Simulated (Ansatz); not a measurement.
**A correction line for B2PLYP/def2-TZVPP: vertical ionisation energy**

The vertical ionisation energy (cation less neutral) in eV of 7 molecular compounds of Ti: x at B2PLYP/def2-TZVPP, y at CCSD(T)/def2-TZVPP. Shapes, held fixed at every level: PBE0-D4/def2-TZVP. Flexible molecules stand in one conformer, not always the lowest. Programs: Ansatz 0.2.0.

| molecule | x (eV) | y (eV) |
| --- | --- | --- |
| C3H10O3STi (SMILES C[O][Ti]([OH])([O]C)[S]C) | 8.29 | 8.35 |
| C2H8ClNO2Ti (SMILES C[NH][Ti]([OH])([Cl])[O]C) | 8.74 | 8.84 |
| Se(CH3)(TiCl3) | 9.19 | 9.19 |
| CH4Cl2OSTi (SMILES C[S][Ti]([OH])([Cl])[Cl]) | 9.24 | ? |
| Ti(OH)3I | 9.40 | 9.38 |
| C2H5F3OTi (SMILES CC[O][Ti]([F])([F])[F]) | 11.49 | 11.65 |
| C2H2F6OTi (SMILES FC(F)(F)C[O][Ti]([F])([F])[F]) | 12.18 | 12.30 |

Q: Fit y = c + s·x to the known rows and predict y for CH4Cl2OSTi.

A: 
1. Means of the 6 rows: x = 9.8817, y = 9.952.
2. Σ(Δx)² = 12.416, Σ(Δx·Δy) = 12.749, so the slope is 12.749/12.416 = 1.0268.
3. Intercept: 9.952 − (1.0268) × 9.8817 = -0.195. The largest residual of the fit is 0.077.
4. CH4Cl2OSTi: -0.195 + 1.0268 × 9.24 = 9.29 eV.

CCSD(T)/def2-TZVPP gives 9.28 eV, so the prediction is off by +0.01 eV, within the largest residual. Uncorrected, B2PLYP/def2-TZVPP misses it by -0.04 eV, and the other rows by 0.08 on average. The line overshoots: the miss goes from -0.04 to +0.01. Left out in turn, the other rows are missed by 0.07 eV on average, hardly better than no correction. Cations run unrestricted. For atoms past krypton def2 sets carry core potentials with scalar relativity. Relativity is left out for Se. Outer-core shells of I, Se, Ti are correlated, in sets that cover them unevenly.

These compounds are formally Ti(IV), d⁰, so the electron probably leaves a ligand lone pair rather than the metal, and the ionisation energy follows the donor atom and its surroundings. The amide, thiolate, selenolate and iodide lie low, while the two alkoxide trifluorides, left with tightly held oxygen and fluorine 2p electrons, lie far higher. Fluorinating the alkyl group raises the value further by induction, from 11.65 to 12.30 eV with CCSD(T).

The B2PLYP error seems to follow the donor more than the energy itself. It is an underestimate for the amide and the alkoxides, smaller for the thiolate, and absent or slightly reversed for the selenolate and iodide, perhaps because a compact 2p hole correlates differently or because of the heavier donors' outer cores. The slope above one therefore rests largely on the two trifluorides; among the four lower rows the correction does not grow with energy. The close hit for CH4Cl2OSTi thus suggests a favourable position between donor types, not a general scaling law for titanium compounds.
